Origin of the Trees terms: 4f² coupled to 5d² in Pr³⁺

The terms αL(L+1) + βG(G₂) + γG(R₇) in the Hamiltonian used for the 4f² levels of Pr³⁺ in LaF₃ extend the αL(L+1) correction of Trees (1951). Rajnak and Wybourne (1963) traced them to second-order configuration interaction. The pair of configurations 4f² and 5d² shows the mechanism in closed form, because every term occurs at most once in each.

Conventions

u^(k) is the one-electron orbital unit tensor with ⟨l‖u^(k)‖l′⟩ = 1, U^(k) = Σ_i u_i^(k), and S_k = Σ_{i<j} u_i^(k)·u_j^(k). Braces are 6j symbols, and x = L(L+1). In a term of f²,

(1) S_k = w_k(L) = (−1)^L {3 3 L; 3 3 k}, k = 0 … 6.

The repulsion inside fⁿ is Σ c_k F^k S_k, with c_k = ⟨f‖C^(k)‖f⟩² = 7, 28/15, 14/11, 700/429 for k = 0, 2, 4, 6. Odd k are absent at first order.

General statement

The Coulomb operator that moves two electrons from l to an empty shell l′ is Σ_k′ X_k′ Σ_{i<j} u_i^(k′)·u_j^(k′), with X_k′ = ⟨l‖C^(k′)‖l′⟩² G^k′(l,l′), since the radial integral R^k′(ll,l′l′) is the exchange integral G^k′. Let all states of l^(n−2)l′² lie at one energy Δ above lⁿ. The sum over intermediate states then closes, and the pair that left is the pair that returns, so the second-order operator is two-body. The product of two scalar products is recoupled electron by electron to rank k, with the phase (−1)^(k′+k″+k). Each electron supplies ±√(2k+1){k′ k″ k; l l l′} u^(k) with the same sign, and k′, k″ both have the parity of l + l′. Hence

(2) H_eff = Σ_k P(k) S_k, P(k) = (−1)^(k+1) [(2k+1)/Δ] Σ_{k′,k″} X_k′ X_k″ {k′ k″ k; l l l′}².

Other two-electron excitations, such as l^(n−2)l′l″ or two core electrons raised into the l shell, give the same operator form, each configuration with its own Δ and P(k); normal ordering in the second case adds only terms that depend on n. For positive X, even P(k) are negative and lower the Slater integrals by ΔF^k = P(k)/c_k. Odd P(k) are positive and cannot be absorbed in any F^k.

For f electrons the odd tensors generate the chain R₇ ⊃ G₂ ⊃ R₃. With U_k² = U^(k)·U^(k),

L(L+1) = 84 U₁², G(G₂) = (3U₁² + 11U₅²)/4, G(R₇) = (3U₁² + 7U₃² + 11U₅²)/5.

Since U_k² = n/7 + 2S_k, matching the coefficients of U₃², U₅² and U₁² in turn gives

(3) γ = 5P(3)/14, β = 2P(5)/11 − 2P(3)/7, α = P(1)/168 − P(5)/616,

Σ_odd P(k)S_k = αL(L+1) + βG(G₂) + γG(R₇) − n[P(1) + P(3) + P(5)]/14.

For d electrons L(L+1) = 30U₁² and G(R₅) = (3U₁² + 7U₃²)/3, so the coefficient of G(R₅) is 3P(3)/14 and α = P(1)/60 − P(3)/140. The eigenvalue of G(R₅) is [v(12−v)/4 − S(S+1)]/3, with v the seniority. The seniority operator is Q = Σ_k (−1)^k(2k+1)S_k, whose odd part equals −3G(R₅)/2 up to a constant, so Q can replace G(R₅) at the price of redefined F^k.

The model

The terms of f² are ¹S, ³P, ¹D, ³F, ¹G, ³H, ¹I (L = 0 … 6), with G(G₂) = 0, 1, 7/6, 1/2, 7/6, 1, 7/6 and G(R₇) = 0, 1, 7/5, 1, 7/5, 1, 7/5. The first five have a partner in d². The coupling is V_L = (−1)^(L+1) Σ X_k′ {3 3 L; 2 2 k′}, with X₁ = 3G¹, X₃ = 4G³/3, X₅ = 50G⁵/33:

V₀ = −(X₁ + X₃ + X₅)/√35
V₁ = (−8X₁ − 3X₃ + 6X₅)/(6√70)
V₂ = −(24X₁ − 11X₃ + 10X₅)/(70√6)
V₃ = (−6X₁ + 4X₃ + X₅)/(14√15)
V₄ = −(22X₁ + 22X₃ + X₅)/(42√55)

Each block is 2×2. With Δ_L the gap between the two partners, the exact shift of the f² term is

(4) δ_L = Δ_L/2 − √(Δ_L²/4 + V_L²) = −V_L²/Δ_L + V_L⁴/Δ_L³ − …,

and δ₅ = δ₆ = 0. Orthogonality of the 6j symbols inverts (1) for any set of seven shifts:

(5) P(k) = (2k+1) Σ_L (2L+1) w_k(L) δ_L.

Dipole coupling alone

With G³ = G⁵ = 0 and a common Δ, δ_L = −(G¹)²(42 − x)(30 − x)/(4900Δ), which vanishes by itself for ³H and ¹I. Put y = x − 24. Then w₀ = 1/7, w₁ = y/168, w₂ = (3y² + 3y − 576)/7560, and (42 − x)(30 − x) = 2100w₀ − 4200w₁ + 2520w₂. In units of (G¹)²/Δ this reads P(0) = −3/7, P(1) = 6/7, P(2) = −18/35, as (2) requires. Therefore

α = (G¹)²/(196Δ), ΔF² = −27(G¹)²/(98Δ), β = γ = 0.

The Trees term appears with a positive sign although every shift is downward: low-L terms are pushed down and high-L terms stay. Ranks 3 and 5 need G³ or G⁵.

Numbers

The inputs are approximate values typical of Pr³⁺: G¹ = 1.2, G³ = 1.0, G⁵ = 0.8 eV, Δ = 17 eV between configuration averages, F² = 8.5, F⁴ = 6.2, F⁶ = 4.1 eV for 4f, and roughly F² = 5.0, F⁴ = 3.3 eV for 5d. They carry two figures; further digits below serve only to trace the arithmetic. The first-order term energies ε_f and ε_d are counted from the degeneracy-weighted average of each configuration, and Δ_L = Δ + ε_d − ε_f.

term | V_L (eV) | ε_f (eV) | ε_d (eV) | Δ_L (eV) | −V_L²/Δ (meV) | exact δ_L (meV)
¹S | −1.039 | 4.68 | 2.63 | 14.95 | −63.5 | −71.8
³P | −0.509 | 1.51 | 0.35 | 15.84 | −15.2 | −16.3
¹D | −0.489 | 0.89 | 0.23 | 16.34 | −14.1 | −14.6
³F | −0.278 | −0.39 | −0.62 | 16.77 | −4.5 | −4.6
¹G | −0.352 | −0.20 | 0.68 | 17.88 | −7.3 | −6.9

Equation (2), and equally (5) applied to −V_L²/Δ, gives for k = 0 … 6, in meV,

P(k) = −39.56, 79.24, −58.44, 47.74, −80.76, 34.10, −104.47.

The signs alternate as stated. The even ranks give ΔF² = −31.3, ΔF⁴ = −63.5, ΔF⁶ = −64.0 meV. The odd ranks give, by (3), α = 0.416, β = −7.44, γ = 17.05 meV, and the constant P(0)/7 − [P(1) + P(3) + P(5)]/7 is −28.66 meV. The dipole formula alone gives α = 0.432 meV and ΔF² = −23.3 meV, so α is set mainly by G¹.

The term ³H tests the bookkeeping, since it has no partner. Its Trees part is 30α + β + γ = 22.10 meV, the changes in F², F⁴ and F⁶ add 6.56 meV, and the constant cancels the sum. Screened Slater integrals alone could not hold ³H and ¹I fixed while reproducing the five other shifts: seven independent shifts need all seven P(k).

Comparison with the general statement

At second order with one denominator the model obeys (2) identically. The exact shifts (4) differ for two reasons. For ¹S, replacing Δ by Δ₀ deepens the shift by 8.7 meV, while fourth and higher orders in V return only 0.3 meV. The common denominator is thus the main approximation. Inserting the exact shifts in (5) and (3) gives α = 0.431, β = −8.14, γ = 20.6 meV, larger in magnitude by 3 %, 9 % and 21 %. γ is the most affected because a shift of ¹S alone is an R₇ scalar: for such a shift P(k) is proportional to (−1)^k(2k+1), and α in (3) vanishes while β also cancels.

In f² the operator form survives these corrections, since seven terms match seven parameters and any spin-orbit-free scalar perturbation is absorbed. The same counting means that f² levels cannot reveal which excitation produced α, β and γ. Fitted values sum over all perturbing configurations, of which 5d² is one. The restrictive content of (2) lies in fⁿ with n ≥ 3, where seven P(k) govern many more terms. There, one-electron excitations and term-dependent denominators add three-body operators (Judd, 1966).

In LaF₃ the spin-orbit constant, typically 0.09 eV, and crystal-field splittings of some tens of meV equal or exceed these shifts. They are diagonalised together with H_eff within 4f² and barely alter Δ. The crystal field on 5d matters more: an approximate spread of ±1.5 eV of the 5d² states changes individual denominators by 9 %. Being traceless and non-scalar, it leaves α, β and γ unchanged at first order and generates two-electron crystal-field operators instead. A lowering of the 5d centroid in the crystal rescales all P(k) as 1/Δ.